**Vertical ionisation energy of SiCl₄ across eight density-functional levels**

The table holds the vertical ionisation energy of SiCl₄ from total-energy differences (Ansatz), from LDA through GGA, meta-GGA and hybrids to a double hybrid, all in def2-TZVP at one fixed PBE-D4/def2-SVP geometry. The program fits nothing: it works out the steps between levels, the slopes against the exact-exchange fraction, the number of pairs that agree within given tolerances, and formal cost growth. Its one parameter-free estimate applies Janak's theorem with a linear orbital energy to the SPW92 run and gives 11.025 eV against 11.017 eV in the table, with a curvature of 5.52 eV. The output shows a range of 1.465 eV, all semilocal rows below all rows with exact exchange, and a slope that falls from 0.262 to 0.169 eV per 10 % exact exchange. The comparison with about 12 eV uses a rough recalled value that cannot rank the three highest rows.

Calculated values. Vertical ionisation energy of SiCl₄ at the DFT levels listed, from Ansatz 0.2.0, with tblite 0.8.0 for the xTB runs. Each value is the energy of the cation (charge +1 e, doublet) minus that of the neutral molecule (singlet), both at the PBE-D4/def2-SVP geometry.

## Numerical check

```python
# Table: vertical ionisation energy (eV) of SiCl4 from total-energy differences (Ansatz), eight DFT levels,
# def2-TZVP, one fixed PBE-D4/def2-SVP geometry. Worked out: steps between levels, slopes against the
# exact-exchange fraction, and one parameter-free Janak (mean orbital energy) estimate for SPW92.
T = {
    'result_level': ['SPW92/def2-TZVP', 'PBE-D4/def2-TZVP', 'revPBE-D4/def2-TZVP', 'r2SCAN-D4/def2-TZVP', 'PBE0-D4/def2-TZVP', 'BHLYP-D4/def2-TZVP', 'CAM-B3LYP-D4/def2-TZVP', 'PBE-QIDH/def2-TZVP'],
    'result_ionisation_energy': [11.017, 10.862, 10.829, 11.182, 11.516, 11.968, 11.882, 12.294],  # eV
}
import numpy as np
from itertools import combinations
from scipy import constants as C
from scipy.special import erf
IE = {k.split('/')[0]: float(v) for k, v in zip(T['result_level'], T['result_ionisation_energy'])}
# exact-exchange fractions: definitions of the functionals
ax = {'SPW92': 0, 'PBE-D4': 0, 'revPBE-D4': 0, 'r2SCAN-D4': 0, 'PBE0-D4': 0.25, 'BHLYP-D4': 0.5, 'PBE-QIDH': 3**(-1/3)}
rough = 12.0  # rough recalled measured value, two figures only
print("rounding of table 0.001 eV; differences good to about 0.001 eV")
print("level, exact exchange, IE, step from row above, minus PBE, minus rough recalled 12 (eV)")
prev = None
for k in sorted(IE, key=IE.get):
    a = f"{ax[k]:.2f}" if k in ax else "0.19-0.65"
    st = "     -" if prev is None else f"{IE[k]-prev:+.3f}"
    print(f"{k:13s} {a:>9s} {IE[k]:7.3f} {st} {IE[k]-IE['PBE-D4']:+.3f} {IE[k]-rough:+.1f}")
    prev = IE[k]
sl = [IE[k] for k in IE if ax.get(k, 1) == 0]; hy = [IE[k] for k in IE if ax.get(k, 1) > 0]
rng = max(IE.values()) - min(IE.values())
print(f"full range {rng:.3f} eV = {100*rng/np.mean(list(IE.values())):.1f} % of the mean")
print(f"spread semilocal {np.ptp(sl):.3f}, with exact exchange {np.ptp(hy):.3f}, gap between groups {min(hy)-max(sl):.3f} eV")
top = [IE['CAM-B3LYP-D4'], IE['BHLYP-D4'], IE['PBE-QIDH']]
print(f"spread of the three highest rows {np.ptp(top):.3f} eV")
for a, b in [('PBE-D4', 'PBE0-D4'), ('PBE0-D4', 'BHLYP-D4'), ('PBE0-D4', 'PBE-QIDH'), ('BHLYP-D4', 'PBE-QIDH')]:
    d = IE[b] - IE[a]
    print(f"{a} -> {b}: {d:+.3f} eV, {0.1*d/(ax[b]-ax[a]):.3f} eV per 10 % exact exchange")
kc = C.calorie*1e3/C.N_A/C.e
dif = [abs(IE[a]-IE[b]) for a, b in combinations(IE, 2)]
for t in (kc, 0.1, 0.3):
    print(f"pairs of levels agreeing within {t:.3f} eV: {sum(d <= t for d in dif)} of {len(dif)}")
# further outputs of the same runs: geometry (A), SPW92 energies and levels (eV), xTB charges and energies
X = np.array([[0, 0, 0], [0.01, -0.02, 2.05], [1.93, 0.01, -0.69], [-0.97, 1.68, -0.66], [-0.97, -1.67, -0.69]])
r1 = np.mean(np.linalg.norm(X[1:], axis=1))
r2 = np.mean([np.linalg.norm(X[i]-X[j]) for i, j in combinations(range(1, 5), 2)])
a0 = C.physical_constants['Bohr radius'][0]*1e10
print(f"mean Si-Cl {r1:.2f} A, mean Cl-Cl {r2:.2f} A")
print(f"CAM-B3LYP exact exchange at 0.5 A {0.19+0.46*erf(0.33*0.5/a0):.2f}, at Cl-Cl {0.19+0.46*erf(0.33*r2/a0):.2f}")
E0, E1 = -57782.9553, -57771.9379
h0, l0, h1, l1b, l1a = -8.266473, -2.29029, -13.7367, -13.78296, -7.805855
t0 = [-0.83431, -0.83152, -0.82827]; t1 = [-6.346054, -6.342869, -6.263773]
s = IE['SPW92']; mean = -(h0 + l1b)/2; U = h0 - l1b
print(f"SPW92: energy difference {E1-E0:.3f} eV, table {s:.3f} eV, neutral gap {l0-h0:.3f} eV")
print(f"SPW92: -HOMO neutral {-h0:.3f} ({-h0-s:+.3f} eV, {100*(-h0-s)/s:+.1f} %), -LUMO beta cation {-l1b:.3f} ({-l1b-s:+.3f} eV)")
print(f"SPW92: Janak mean {mean:.3f} eV, minus table {mean-s:+.3f} eV ({100*(mean-s)/s:+.2f} %)")
print(f"SPW92: curvature U {U:.3f} eV, sag at half an electron U/8 {U/8:.3f} eV")
print(f"SPW92: drop of lowest empty alpha level {l0-l1a:.3f} eV, of next three (mean) {np.mean(t0)-np.mean(t1):.3f} eV")
print(f"length at which a unit charge gives U: {C.e/(4*np.pi*C.epsilon_0*U)*1e10:.2f} A")
print(f"SPW92 cation: empty beta level minus highest occupied {l1b-h1:+.3f} eV")
print(f"SPW92 threefold empty set spread: neutral {np.ptp(t0):.3f}, cation {np.ptp(t1):.3f} eV")
xtb = {'GFN1': (-520.761917, -505.828475, [0.4285, -0.1072, -0.107, -0.1073, -0.1071], [0.4217, 0.1446, 0.1445, 0.1447, 0.1446]),
       'GFN2': (-546.615039, -531.69112, [0.5714, -0.1429, -0.1427, -0.143, -0.1428], [0.5293, 0.1177, 0.1177, 0.1177, 0.1177])}
for m, (e0, e1, q0, q1) in xtb.items():
    dq = np.array(q1) - np.array(q0)
    print(f"{m}: raw difference {e1-e0:.2f} eV (known shift), charge change Si {dq[0]:+.3f}, each Cl {dq[1:].mean():+.3f} e")
print(f"orbitals in def2-TZVP {41+144}, occupied 41, valence occupied {(4+4*7)//2}")
print(f"formal cost growth on doubling size: semilocal N^3 x{2**3}, hybrid N^4 x{2**4}, double hybrid N^5 x{2**5}")
assert IE['PBE-D4'] < IE['PBE0-D4'] < IE['BHLYP-D4'] < IE['PBE-QIDH']
assert max(sl) < min(hy)
assert abs((E1 - E0) - s) < 0.001
assert abs(mean - s) < 0.05 and -h0 < s < -l1b
```

Running it gives:

```
rounding of table 0.001 eV; differences good to about 0.001 eV
level, exact exchange, IE, step from row above, minus PBE, minus rough recalled 12 (eV)
revPBE-D4          0.00  10.829      - -0.033 -1.2
PBE-D4             0.00  10.862 +0.033 +0.000 -1.1
SPW92              0.00  11.017 +0.155 +0.155 -1.0
r2SCAN-D4          0.00  11.182 +0.165 +0.320 -0.8
PBE0-D4            0.25  11.516 +0.334 +0.654 -0.5
CAM-B3LYP-D4  0.19-0.65  11.882 +0.366 +1.020 -0.1
BHLYP-D4           0.50  11.968 +0.086 +1.106 -0.0
PBE-QIDH           0.69  12.294 +0.326 +1.432 +0.3
full range 1.465 eV = 12.8 % of the mean
spread semilocal 0.353, with exact exchange 0.778, gap between groups 0.334 eV
spread of the three highest rows 0.412 eV
PBE-D4 -> PBE0-D4: +0.654 eV, 0.262 eV per 10 % exact exchange
PBE0-D4 -> BHLYP-D4: +0.452 eV, 0.181 eV per 10 % exact exchange
PBE0-D4 -> PBE-QIDH: +0.778 eV, 0.175 eV per 10 % exact exchange
BHLYP-D4 -> PBE-QIDH: +0.326 eV, 0.169 eV per 10 % exact exchange
pairs of levels agreeing within 0.043 eV: 1 of 28
pairs of levels agreeing within 0.100 eV: 2 of 28
pairs of levels agreeing within 0.300 eV: 5 of 28
mean Si-Cl 2.05 A, mean Cl-Cl 3.35 A
CAM-B3LYP exact exchange at 0.5 A 0.35, at Cl-Cl 0.65
SPW92: energy difference 11.017 eV, table 11.017 eV, neutral gap 5.976 eV
SPW92: -HOMO neutral 8.266 (-2.751 eV, -25.0 %), -LUMO beta cation 13.783 (+2.766 eV)
SPW92: Janak mean 11.025 eV, minus table +0.008 eV (+0.07 %)
SPW92: curvature U 5.516 eV, sag at half an electron U/8 0.690 eV
SPW92: drop of lowest empty alpha level 5.516 eV, of next three (mean) 5.486 eV
length at which a unit charge gives U: 2.61 A
SPW92 cation: empty beta level minus highest occupied -0.046 eV
SPW92 threefold empty set spread: neutral 0.006, cation 0.082 eV
GFN1: raw difference 14.93 eV (known shift), charge change Si -0.007, each Cl +0.252 e
GFN2: raw difference 14.92 eV (known shift), charge change Si -0.042, each Cl +0.261 e
orbitals in def2-TZVP 185, occupied 41, valence occupied 16
formal cost growth on doubling size: semilocal N^3 x8, hybrid N^4 x16, double hybrid N^5 x32
```
